TaO₂ in the rutile structure is a metal in this calculation, which treats it without spin. Its electrons are waves, each labelled by a wave vector k, and the energy is an average over all k. The program takes that average on a grid: the k mesh 4x4x6 has four points along each of the two equal edges a and b, and six along the short edge c. Every row relaxes the same starting cell, so differences between rows come from the grid.

Scalar-relativistic plane-wave DFT in Ansatz 0.2.0 with PBEsol and PAW datasets made for PBE: rutile TaO₂ (6-atom cell), no spin polarization, 420 eV cutoff, Gaussian smearing of 0.1 eV, Γ-centred k meshes. Cell and atoms are relaxed to zero pressure; the volume change is relative to the starting cell (12.02 Å³ per atom).

```csv
k mesh,volume per atom (Å³),volume change (%),length a (Å),length c (Å)
1x1x1,11.373,-5.360,4.437,3.466
2x2x2,11.497,-4.330,5.012,2.746
2x2x4,11.652,-3.050,4.904,2.907
4x4x4,11.667,-2.920,4.904,2.911
4x4x6,11.657,-3.010,4.957,2.846
6x6x8,11.636,-3.180,4.956,2.842
8x8x12,11.647,-3.090,4.951,2.851
```

### 1x1x1: what does a single point get wrong?

Mostly the shape. Against the densest mesh, 8x8x12, the edge a is 10% too short and c is 22% too long, while the volume is only 2.4% too small.

The one point used is k = 0, and there the calculation finds a gap of 0.55 eV between filled and empty levels. On every other mesh in the table the crystal is metallic. In a metal some bands are filled at one k and empty at another, but with a gap at its only point this run treats each band as full or empty throughout. The cell then relaxes around the wrong set of filled states. Even a band that is full everywhere is judged by its energy at k = 0 alone, which should add to the error. These runs do not separate the two effects.

### 2x2x2: its energy is the lowest in the series, so is this the most stable cell?

No. Its energy lies 0.8 eV per six-atom cell below that of 8x8x12, but each number carries the error of its own grid. A coarse grid can miss the true average on either side, so a lower value does not mean a better structure. The edges show the same lack of a fixed sign: c, far too long in the row above, is now 3.7% too short.

### 2x2x4 and 4x4x4: the volume looks settled, so is the cell?

The volume is within 0.2% of the 8x8x12 value in both rows, yet c is about 2% too long. The edge a is about 1% too short, and it counts twice because the base of the cell is a square. The two errors nearly cancel in the product.

A simple model describes this. The volume per atom is a²c/6. If a poor mesh distorts the cell but leaves its volume alone, c must follow from a as c = c₀(a₀/a)², where a₀ and c₀ are the edges at 8x8x12. For 4x4x4 this gives 2.851 × (4.951/4.904)² = 2.906 Å, against 2.911 Å in the table. If the cell instead shrank evenly in all directions, c would be 2.824 Å.

No constant was adjusted, but this is not an independent test: the miss in c is the volume error of the row, written as a length. Over the four rows from 2x2x4 to 6x6x8 the typical (root-mean-square) miss is 0.003 Å. For 2x2x2 it grows to 0.036 Å and for 1x1x1 to 0.084 Å, because there the volume is wrong as well. The formula needs a as input, so it describes how the errors are linked, not how large they will be.

A plausible reason is elastic. Wrongly filled states act on the cell like a false stress, and solids commonly resist a change of volume more strongly than a change of shape. The table fits this picture but contains no elastic constants to test it.

### 4x4x6: which direction needed more points?

The direction along c. Going from 2x2x4 to 4x4x4 doubles the points along a and b, and the edges hardly move. Going on to 4x4x6 adds points along c only: c drops by 0.065 Å and a grows by 0.053 Å. The volume shifts by only about 0.1% in each of these two steps, so it gives no sign that the shape changed in the second.

Part of the reason is geometry. A short edge in real space is a long edge in k space, so equal spacing of the points needs about 1.7 times as many along c as along a. Even spacing is not enough, however: 2x2x4 is fairly even and still has the wrong shape. Chemistry probably adds to it, since the Ta atoms form chains along c and their d bands should change energy strongly in that direction. No band structure was computed here to confirm that.

### What would change if titanium replaced tantalum?

Ti(IV) has no d electron left, whereas Ta(IV) has one, and rutile TiO₂ is an insulator. Its bands are either full or empty at every k, so the quantity being averaged varies smoothly and a modest grid already does well. In a metal the filling changes abruptly at the Fermi level, the energy up to which states are filled. Each new grid places its points differently around that edge, and the error can rise, fall or change sign. Broadening the occupations beyond the 0.1 eV used here would soften the edge further and should calm the scatter, at the price of altering the filling itself.

### 6x6x8 and 8x8x12: which digits can be trusted?

Over the last three rows a varies by 0.006 Å and c by 0.009 Å, so 4.95 Å and 2.85 Å are sound to about 0.01 Å as far as the mesh is concerned. The volume varies by 0.18%, or about 0.02 Å³ per atom, so the second decimal of its column is already uncertain and the third has no meaning. It falls from 4x4x6 to 6x6x8 and rises again at 8x8x12, so the series gives no basis for extrapolating to an infinitely fine mesh.

The energy settles less well than these lengths suggest: it still varies by 0.11 eV per cell over the same rows. An energy difference of that size between two structures would need a finer grid, or a test that the errors cancel.

The column "volume change" needs separate care. Its value of about −3% in the denser rows is measured from the starting cell, so it is not a mesh error. The scatter between the denser rows gives a rough idea of the mesh error, though an error they share would not show in it. The PAW datasets were made for the functional PBE and not for PBEsol, which may shift the lengths in all rows, and a finer mesh can't remove that. Nor do steady digits show that the right state was found. Spin was switched off, and the cell holds only one Ta atom per repeat along each chain, so the atoms could not pair up along c, as the metal atoms do in NbO₂.

### How should the next mesh be judged?

By the edges rather than the volume, and one direction at a time. From 4x4x4 to 4x4x6 the volume moves by only about 0.1%, while c drops by about 2%. Yet steady edges can mislead too: from 2x2x4 to 4x4x4 they hardly moved, with c still 2% too long, because no points had been added along c. For a metal with one short axis, refine the grid along that axis and across it in separate steps, and accept it only when both edges stay put in each. If energies are to be compared, they need a convergence test of their own.
